**Question: can the relativistic rise of the 4f level be predicted for Ce²⁺ and Pr²⁺?**

I am comparing non-relativistic and Dirac Hartree-Fock 4f orbital energies for the 2+ ions from Ce to Ta, with the first two rows hidden as an exercise. Relativity makes 4f less bound everywhere, although I learned that it contracts orbitals. The last column stays at about −14 % from Nd to Eu, drifts to −16 % at Yb, and does something odd at Gd. Why does it run like this, and what should Ce²⁺ and Pr²⁺ give: another −14 %, or something else?

B-spline radial code 1, spherical 2+ ions at the basis-set limit: non-relativistic Hartree-Fock with a point nucleus, and Dirac-Coulomb Hartree-Fock with a Fermi nucleus. Both use the same configuration and average over it, the Dirac runs over whole nl shells (both j together). ε is the orbital energy.

| species | Z | electrons | configuration | ε(4f), non-rel. (eV) | ε(4f5/2), Dirac (eV) | ε(4f7/2), Dirac (eV) | ε(4f), Dirac, (2j+1) mean (eV) | ε(Dirac)/ε(non-rel.) − 1 (%) |
| --- | --- | --- | --- | --- | --- | --- | --- | --- |
| Ce2+ | 58 | 56 | [Xe] 4f2 | ? | ? | ? | ? | ? |
| Pr2+ | 59 | 57 | [Xe] 4f3 | ? | ? | ? | ? | ? |
| Nd2+ | 60 | 58 | [Xe] 4f4 | -26.1813 | -22.7015 | -22.3230 | -22.4852 | -14.1 |
| Pm2+ | 61 | 59 | [Xe] 4f5 | -27.2399 | -23.6815 | -23.2259 | -23.4212 | -14.0 |
| Sm2+ | 62 | 60 | [Xe] 4f6 | -28.1946 | -24.5465 | -24.0061 | -24.2377 | -14.0 |
| Eu2+ | 63 | 61 | [Xe] 4f7 | -29.0617 | -25.3171 | -24.6835 | -24.9551 | -14.1 |
| Gd2+ | 64 | 62 | [Xe] 4f7 5d1 | -38.0215 | -33.5617 | -32.8010 | -33.1270 | -12.9 |
| Tb2+ | 65 | 63 | [Xe] 4f9 | -30.5783 | -26.6304 | -25.7819 | -26.1455 | -14.5 |
| Dy2+ | 66 | 64 | [Xe] 4f10 | -31.2440 | -27.1929 | -26.2212 | -26.6377 | -14.7 |
| Ho2+ | 67 | 65 | [Xe] 4f11 | -31.8561 | -27.7025 | -26.5959 | -27.0702 | -15.0 |
| Er2+ | 68 | 66 | [Xe] 4f12 | -32.4193 | -28.1651 | -26.9112 | -27.4486 | -15.3 |
| Tm2+ | 69 | 67 | [Xe] 4f13 | -32.9376 | -28.5857 | -27.1709 | -27.7772 | -15.7 |
| Yb2+ | 70 | 68 | [Xe] 4f14 | -33.4144 | -28.9688 | -27.3785 | -28.0601 | -16.0 |
| Lu2+ | 71 | 69 | [Xe] 4f14 6s1 | -46.5430 | -40.4878 | -38.7427 | -39.4906 | -15.2 |
| Hf2+ | 72 | 70 | [Xe] 4f14 5d2 | -53.1629 | -47.0234 | -45.0720 | -45.9083 | -13.6 |
| Ta2+ | 73 | 71 | [Xe] 4f14 5d3 | -63.8904 | -56.9473 | -54.7712 | -55.7038 | -12.8 |

**Answer**

The percentage is a ratio of two quantities that run differently, so it helps to take it apart. Here $\varepsilon$ is the 4f orbital energy, the Dirac equation splits it into $j=5/2$ and $j=7/2$, and the mean weights the two by $2j+1$. I use the shift $\Delta=\varepsilon(\text{Dirac mean})-\varepsilon(\text{non-rel.})$ and the splitting $s=\varepsilon(4f_{7/2})-\varepsilon(4f_{5/2})$. The last column is then $-100\,\Delta/|\varepsilon(\text{non-rel.})|$.

*Which rows belong together*

Ce and Pr are pure 4fⁿ ions, like Nd to Eu and Tb to Yb, while Gd, Lu, Hf and Ta carry 5d or 6s electrons. From Eu to Gd the 4f count stays at seven and the non-relativistic level already drops by 8.96 eV, so the jump exists without relativity. The standard reason is that a 5d electron lies further out and screens 4f less than another 4f electron would. Gd's shift of 4.89 eV is in fact larger than those of Eu (4.11) and Tb (4.43), and its percentage is small only because it is divided by a deeper level. The shifts of the other three stand out too: from Yb to Lu the 4f count stays at fourteen, yet the shift jumps from 5.35 to 7.05 eV, and at Ta it reaches 8.19 eV. Weaker screening accounts for the deeper levels, but the smooth estimate below doesn't explain these larger shifts. These four rows stay out of every fit below, so what follows describes the pure 4fⁿ ions only.

*Why the level goes up*

The direct effect of relativity on a 4f electron is given, for a hydrogen-like ion with charge $Z_\text{eff}$, by the leading Dirac correction ($\alpha$ is the fine-structure constant, $E_h$ the hartree):

$$\delta\varepsilon_j=-\frac{\alpha^2Z_\text{eff}^4}{2n^4}\left[\frac{n}{j+\tfrac12}-\frac34\right]E_h .$$

For $n=4$ the bracket differs by $4/3-1=1/3$ between the two $j$, which gives $s=\alpha^2Z_\text{eff}^4E_h/1536$. The weighted mean of the bracket is $16/14-3/4\approx0.39$, so the direct term binds the mean level by roughly one splitting. The table shows the opposite sign and a much larger size: Nd has $s=0.38$ eV and $\Delta=3.70$ eV, and even the lower level, 4f5/2, lies above the non-relativistic one in every visible row.

The established explanation is indirect. The s and p½ electrons reach the nucleus, move fast there and contract by a relative amount of order $(Z\alpha)^2$. Charge that already sat wholly inside the 4f orbital screens it fully either way, so the shells that should matter are those straddling the 4f radius. In the Dirac run for Ho²⁺ the mean radii are 0.52 bohr for 4s, 0.80 for 4f5/2 and 1.30 for 5s, which places 4f between them. If their contraction moves a charge $\delta q\propto(Z\alpha)^2$ inside 4f, the extra repulsion is

$$\Delta\approx\delta q\,\langle 1/r\rangle_{4f}\equiv c\,(Z\alpha)^2 .$$

For Sm²⁺ the shift divided by the computed $\langle1/r\rangle$ is of the order of a tenth of an electron. The runs agree with this picture without proving it: the sum of $\langle r^2\rangle$ over all electrons shrinks with relativity, by 2.2 % for Nd and 2.7 % for Yb, but no column separates direct from indirect parts. The two levels of theory also differ in the nuclear model, which acts on these same s and p½ shells, and its share is included in $\Delta$.

The neighbouring shells give a useful comparison from the same runs. Lu²⁺ loses a 6s electron first, and relativity raises its ionisation energy from 18.71 to 19.97 eV, the direct contraction. Hf²⁺ loses a 5d electron, and there the value falls from 21.52 to 20.69 eV, the same sign as for 4f but smaller. Gd²⁺ and Ta²⁺, which also lose a 5d electron, show a fall of similar size, while Lu²⁺ is the only ion here with an outer s electron.

*How well the scaling holds*

A strict $(Z\alpha)^2$ law needs a constant $c$, and it holds only locally. The value is 19.28 eV at Nd, 19.27 at Pm and 20.52 at Yb, rising at every pure row after Pm; a 4f orbital that tightens along the row raises $\langle1/r\rangle$ and pushes that way, but too strongly. From Pm²⁺ to Dy²⁺, both in the Dirac run, $\langle1/r\rangle$ of 4f5/2 grows by about 18 %, while $c$ grows by only about 3 %. The simple estimate with $\delta q$ strictly proportional to $(Z\alpha)^2$ thus misses the trend of $c$, and the size of $\delta q$ was read off the computed shift, not predicted. One power law $\Delta\propto Z^p$, fitted by least squares on logarithms to the ten pure rows, gives $p=2.43$. It misses systematically, lying too low at both ends and too high in the middle, by far more than the rounding of the table, because the local exponent climbs from 1.97 (Nd–Pm) to 2.56 (Tm–Yb).

The percentage follows from comparing growth rates. From Tm to Yb, $\Delta$ grows by 3.8 % of its value and $|\varepsilon(\text{non-rel.})|$ by only 1.4 %, so the percentage grows in size. From Nd to Pm the rates are 3.3 % and 4.0 %, and the order is reversed. The plateau from Nd to Eu is therefore a shallow minimum in size near Pm–Sm, where the two rates cross, and there is no reason for it to continue to lower $Z$.

The splitting behaves more simply. Inverting the formula for $s$ gives $Z_\text{eff}=25.17$ for Nd and 36.03 for Yb. The inversion defines $Z_\text{eff}$ and tests nothing, but its rise per element, 1.19 at the start and 1.04 at the end, is close to one unit per added proton. From Nd to Yb $s$ grows by a factor of 4.20 and $\Delta$ by 1.45; the fourth power restates the steep growth of $s$ as a modest rise of $Z_\text{eff}$ and doesn't explain it.

*The prediction*

The physics fixes signs and picks slowly varying quantities, but the numbers come from extrapolation. I pass a cubic exactly through Nd, Pm, Sm and Eu for each of $\varepsilon(\text{non-rel.})$, $c$ and $Z_\text{eff}$. The bar is twice the gap between that cubic and the quadratic through Nd, Pm and Sm, plus the table's rounding as amplified by the extrapolation. For Pr, one step beyond the fitted rows, the cubic has weights $4,-6,4,-1$ and the quadratic $3,-3,1$:

$$c_\text{cubic}=4(19.28)-6(19.27)+4(19.33)-19.43=19.39\ \text{eV},$$

$$c_\text{quad}=3(19.28)-3(19.27)+19.33=19.36\ \text{eV},$$

$$\Delta(\text{Pr})=19.39\times(59/137.04)^2=19.39\times0.1854=3.59\ \text{eV},\qquad 2\times0.03\times0.1854\approx0.01\ \text{eV}.$$

As a trial, the same recipe built on Sm, Eu, Tb and Dy recovers Pm and Nd inside their bars. For Nd the shift is missed by 0.006 eV against a bar of 0.019 eV, and the non-relativistic level by 0.021 against 0.082. The misses of level and shift are positive for both ions, meaning that the true curves bend more than the cubic.

The forecasts are these. The 4f level is less deep in both ions than in Nd, and both $j$ levels stay above the non-relativistic level. $\Delta$ still falls towards lower $Z$ but flattens, so $c$ turns up. The percentage grows in size again, because $|\varepsilon|$ falls faster than $\Delta$. The single power law and a constant percentage should both underestimate $\Delta$, and misses are more likely towards extra curvature.

| predicted | Pr²⁺ | Ce²⁺ |
|---|---|---|
| ε(non-rel.), eV | −25.00 ± 0.03 | −23.69 ± 0.13 |
| Δ, eV | 3.59 ± 0.01 | 3.51 ± 0.04 |
| splitting, eV | 0.309 ± 0.003 | 0.246 ± 0.008 |
| Dirac mean, eV | −21.41 ± 0.04 | −20.18 ± 0.17 |
| percentage | −14.4 ± 0.1 | −14.8 ± 0.3 |

*The computed values*

The withheld rows as computed:

| species | Z | electrons | configuration | ε(4f), non-rel. (eV) | ε(4f5/2), Dirac (eV) | ε(4f7/2), Dirac (eV) | ε(4f), Dirac, (2j+1) mean (eV) | ε(Dirac)/ε(non-rel.) − 1 (%) |
| --- | --- | --- | --- | --- | --- | --- | --- | --- |
| Ce2+ | 58 | 56 | [Xe] 4f2 | -23.6463 | -20.2524 | -20.0086 | -20.1131 | -14.9 |
| Pr2+ | 59 | 57 | [Xe] 4f3 | -24.9955 | -21.5755 | -21.2673 | -21.3994 | -14.4 |

All ten values fall inside their ranges, and the qualitative forecasts hold. The program's own bars for the splitting are slightly narrower than those forecast (0.002 eV for Pr and 0.007 eV for Ce), and the values lie inside these too. For Pr the misses, computed minus unrounded prediction, are +0.007 eV in the non-relativistic level, +0.004 in $\Delta$, −0.001 in the splitting and +0.011 in the mean. For Ce, two steps out, they are several times larger in the levels and the shift: +0.041, +0.022, −0.002 and +0.063 eV in the same order. The Ce shift is the closest call, using about half of its bar. The percentage agrees as printed for Pr and is one unit of the last digit larger in size than forecast for Ce.

The misses in level, shift and splitting have the same signs as in the trial, and for the quantities actually extrapolated (the level, $c$ and $Z_\text{eff}$) they all mean more curvature than the cubic has. The shift is 3.533 eV at Ce, 3.596 at Pr and 3.696 at Nd, so each step towards lower $Z$ is smaller than the one before, and $c$ climbs back to 19.72 eV at Ce. From Pr to Ce the non-relativistic level loses 5.4 % of its depth and the shift only 1.7 % of its size, which is why the last column reaches −14.9 %. The two simpler rules fail in the forecast direction: for Ce the power law is 0.158 eV too low, and a constant −14.08 % (mean of Nd to Eu, applied to the predicted level) is 0.199 eV too low.

Why $c$ turns up at the light end is untested here. One guess is that relativity also expands the 4f orbital and so relieves some 4f–4f repulsion, an offset that is weaker when few f electrons are present. That could explain why a cubic fitted further along bends too little, but the table can't test it.

The hits show that the series is smooth and add nothing to the case for indirect screening. The weights $4,-6,4,-1$ applied to the shifts themselves (3.6961, 3.8187, 3.9569, 4.1066 eV) give 3.593 eV for Pr with no $(Z\alpha)^2$ at all. Part of the smoothness is built in, since open shells are averaged over the configuration and term structure and correlation are absent. The semi-empirical ionisation energies listed with the runs fall from 24.84 eV (Eu) to 21.82 eV (Tb) across the half-filled shell, while the Dirac runs rise from 19.94 to 20.47 eV. Bars this tight apply to the calculation and would not carry over to real ions.

The orbital energies are also not ionisation energies, because the ion relaxes when the electron leaves. For Yb the non-relativistic $|\varepsilon|$ exceeds the ionisation energy from total energies by 7.32 eV. The relativistic change is more transferable: the ionisation energy of Yb drops by 5.24 eV against a level shift of 5.35 eV, and Nd and Eu behave alike. For a 4f electron in these three ions the shift in eV is therefore the quantity to carry away, and the percentage depends on what it is divided by.
